## Results and discussion

The species is the singlet cation AlCu$_2^+$, linear Cu–Al–Cu, and the added electron gives the neutral doublet. The column "result electron affinity" is $\mathrm{EA}=E_+-E_0$, cation energy minus neutral energy at one fixed geometry, which is also the ionisation energy of the neutral there. "Result level" names the method and basis.

Vertical electron affinity of the AlCu₂⁺ cation (charge +1 e, singlet), which gives the neutral doublet, at HF and DFT-D4 levels with the def2-TZVP basis. All rows share one fixed PBE-D4/def2-TZVP geometry. Calculated with Ansatz 0.2.0, with tblite 0.8.0 for the GFN1-xTB runs quoted in the text.

| result level | result electron affinity (eV) |
| --- | --- |
| HF/def2-TZVP | 4.348 |
| PBE-D4/def2-TZVP | 5.608 |
| revPBE-D4/def2-TZVP | 5.520 |
| BLYP-D4/def2-TZVP | 5.567 |
| r2SCAN-D4/def2-TZVP | 5.528 |
| r2SCANh-D4/def2-TZVP | 5.396 |
| r2SCAN0-D4/def2-TZVP | 5.289 |

### How large are the binding and its method dependence?

Three scales are worth remembering. The electron is bound by about 5 eV, Hartree–Fock (HF) lies about 1 eV below every density functional, and the four semilocal functionals agree within about 0.1 eV. The first scale is Coulombic. In the limit of a point charge seen from one bond length, $e^2/4\pi\varepsilon_0 R\approx 14\ \text{eV Å}/2.3\ \text{Å}\approx 6$ eV, an order of magnitude and no more.

### Which level binds most, and why is HF lowest?

PBE is highest at 5.608 eV and HF lowest at 4.348 eV. HF lets each electron feel only the mean field of the others. Correlation lowers both energies, and normally lowers the species with one more electron further, which raises EA; this is the standard argument, and the sign agrees. The HF–DFT gap is not a pure correlation energy, however, because exchange is treated differently as well, the HF row carries no D4 dispersion term, and the HF neutral is in a different electronic state from the PBE one, as the next question shows. If that state is the lowest HF has, forcing HF into the PBE state would only widen the gap.

### Which orbital takes the electron?

Counting the occupied orbitals of the HF cation by symmetry, and removing cores and filled Cu 3d shells, leaves one $\sigma_g$ and one $\sigma_u$ orbital for the four valence electrons. The lowest empty HF levels are a degenerate pair at $-3.788$ eV and a single level 0.368 eV above it. In a linear molecule the pair is naturally read as Al 3p $\pi$, and the single level as the antibonding $\sigma_g$ combination of Cu 4s with Al 3s. Two such close candidates can swap order between methods, and here they do: in the PBE cation the single level lies just below the pair.

A GFN1-xTB calculation at the same geometry, without spin polarisation, points to $\sigma$. It puts 0.82 e of the added electron on the two Cu atoms, and the outward force on each Cu grows from 0.85 to 1.30 eV/Å, as filling an antibonding orbital would cause. The PBE neutral agrees: its lowest empty majority-spin levels are still a degenerate pair, so the electron went into the single $\sigma$ level. The HF neutral does not. None of its low empty levels are degenerate, as a $\pi$ pair would be around an axially symmetric density, so its added electron most likely sits at least partly in the $\pi$ pair. Which state the other functionals chose is not shown.

### How much does orbital relaxation add?

The limiting case is frozen orbitals, where Koopmans' theorem gives $\mathrm{EA}=-\varepsilon$ for the empty level of energy $\varepsilon$ that is filled. Letting the neutral's orbitals relax and spin-polarise can only lower $E_0$, so the lowest HF neutral must have EA at or above 3.788 eV, and the table satisfies this. The gain is 0.560 eV counted from the pair, to which the HF neutral's levels point, and 0.929 eV counted from the single level. Either way, an HF orbital energy underestimates the HF affinity of this cation by at least half an electronvolt.

### What does exact exchange do?

The rows r2SCAN, r2SCANh and r2SCAN0 share exchange and correlation forms and replace a fraction $a$ = 0, 0.10 and 0.25 of semilocal by exact exchange. EA falls at each step, by 0.239 eV in all. A likely but untested cause is delocalisation error. In the limit of one electron shared between two distant centres, semilocal exchange makes the energy too low, while exact exchange cancels the self-repulsion. An unpaired electron spread over two Cu atoms would be favoured in this way at small $a$.

### Is the fall linear in $a$?

With frozen orbitals each energy has the form $E(a)=E(0)+a\,(E_x^{\rm exact}-E_x^{\rm semilocal})$, so $\mathrm{EA}=\mathrm{EA}(0)+ka$ with constant slope $k$. Taking the line through r2SCAN and r2SCAN0 only, the prediction for r2SCANh, which lies 0.4 of the way along, is

$$0.6\times5.528+0.4\times5.289=5.432\ \text{eV}.$$

The table has 5.396 eV, lower by 0.036 eV, where rounding allows 0.001 eV. The linear model thus gets the size of the fall but not its shape, and the first step is 1.85 times as steep per unit of $a$ as the second.

The direction of the bend has a meaning. A self-consistent energy is the minimum over all the frozen-orbital straight lines, and such a minimum is concave in $a$. Since $E_0$ enters EA with a minus sign, a midpoint below the chord says that the neutral is more concave than the cation, that is, its orbitals respond more to exact exchange. This assumes that cation and neutral reached their lowest state in every row, which the outputs at hand do not show for these three functionals, and that the D4 term, parametrised separately for each functional, adds little. A neutral r2SCANh state lying too high would give the same bend as an artefact. Smooth response and a $\sigma/\pi$ switch in the neutral would both bend the curve this way, and three points do not tell them apart. Since the PBE and HF neutrals do differ in state, a switch at some fraction of exact exchange is a real possibility, and comparing the neutral's empty levels row by row would reveal it.

### Can the series be extended to split the HF gap?

It cannot be done reliably. At $a=1$ the hybrid differs from HF by r2SCAN correlation and D4, so the extrapolated value minus HF would estimate their share. The first slope gives $-0.14$ eV, the last slope $+0.41$ eV and a parabola $+2.04$ eV, so not even the sign is fixed. Interpolation is safer: a fraction between 0.10 and 0.25 should land between the r2SCANh and r2SCAN0 values. The printed output lists a line fitted to the three r2SCAN-family rows and an unfitted line from r2SCAN to HF; both miss the bend.

### Which digits survive a change of geometry or setting?

Stretching both bonds by $dr$ changes each energy by $-2F\,dr$, with $F$ the outward force on one Cu, so $d\mathrm{EA}/dr=2(F_0-F_+)$. Only the difference of neutral and cation forces counts, so the 1.42 eV/Å on the HF cation shows that the PBE-D4 geometry is not its minimum without fixing the effect on EA. GFN1 gives a slope of 0.90 eV/Å, or 0.009 eV for 0.01 Å. Since all rows share one geometry, such a shift should largely cancel between two functionals that give the neutral the same state. The 0.008 eV between r2SCAN and revPBE is still far smaller than the spread among functionals, and their order deserves no interpretation.

The six functionals span 0.319 eV, 5.8% of their mean, so the first decimal already depends on the method. This spread measures agreement, not accuracy. All rows share one basis and omit spin-orbit coupling and zero-point motion, and a neutral state may not be the lowest doublet.

The analysis program printed:

```
Rounding of table +-0.0005 eV; of a difference +-0.001 eV
PBE      EA 5.608 eV, above HF by 1.260 eV
revPBE   EA 5.520 eV, above HF by 1.172 eV
BLYP     EA 5.567 eV, above HF by 1.219 eV
r2SCAN   EA 5.528 eV, above HF by 1.180 eV
r2SCANh  EA 5.396 eV, above HF by 1.048 eV
r2SCAN0  EA 5.289 eV, above HF by 0.941 eV
Semilocal rows: mean 5.556, spread 0.088 eV (1.6%), mean - HF 1.208 eV
All six DFT rows: spread 0.319 eV (5.8% of mean)
PBE-revPBE 0.088, PBE-BLYP 0.041, r2SCAN-revPBE 0.008 eV
Model A, fitted line: EA = 5.514 -0.937 a (eV)
Model B, line r2SCAN (a=0) to HF (a=1, correlation also removed): slope -1.180 eV
  r2SCAN   a=0.00 table-A +0.014, table-B +0.000 eV
  r2SCANh  a=0.10 table-A -0.024, table-B -0.014 eV
  r2SCAN0  a=0.25 table-A +0.010, table-B +0.056 eV
Steps -0.132, -0.107 eV (total -0.239); per 10% exact exchange -0.132 then -0.071 eV, ratio 1.85
r2SCANh minus straight chord: -0.036 eV (rounding allows +-0.001)
  extrapolated to a=1, fitted line 4.58 eV, minus HF +0.23 eV
  extrapolated to a=1, first slope 4.21 eV, minus HF -0.14 eV
  extrapolated to a=1, last slope  4.75 eV, minus HF +0.41 eV
  extrapolated to a=1, parabola    6.39 eV, minus HF +2.04 eV
Cation electrons 70, orbitals 35; cores + Cu 3d by A1 A2 B1 B2: [13  4  5 11]
Left for valence: [1 0 0 1] = one sigma-g and one sigma-u, no pi
HF cation empty levels: pair -3.788, single -3.419, gap 0.368 eV
HF EA minus frozen-orbital value: 0.560 eV (pair filled), 0.929 eV (single filled)
Al-Cu distance 2.30 A
  outward force on Cu, HF cation    1.42 eV/A
  outward force on Cu, GFN1 cation  0.85 eV/A
  outward force on Cu, GFN1 neutral 1.30 eV/A
GFN1 force change on adding electron +0.45 eV/A; dEA/dr (both bonds) 0.90 eV/A
GFN1: stretching both bonds 0.01 A moves EA by 0.009 eV
GFN1 added electron: each Cu 0.41 e, both Cu 0.82 e, Al 0.18 e
GFN1 raw energy difference 11.14 eV (shifted); midpoint of cation LUMO, neutral HOMO 11.16 eV
GFN1 level rise on filling 5.01 eV; neutral HOMO-LUMO gap 1.39 eV
```
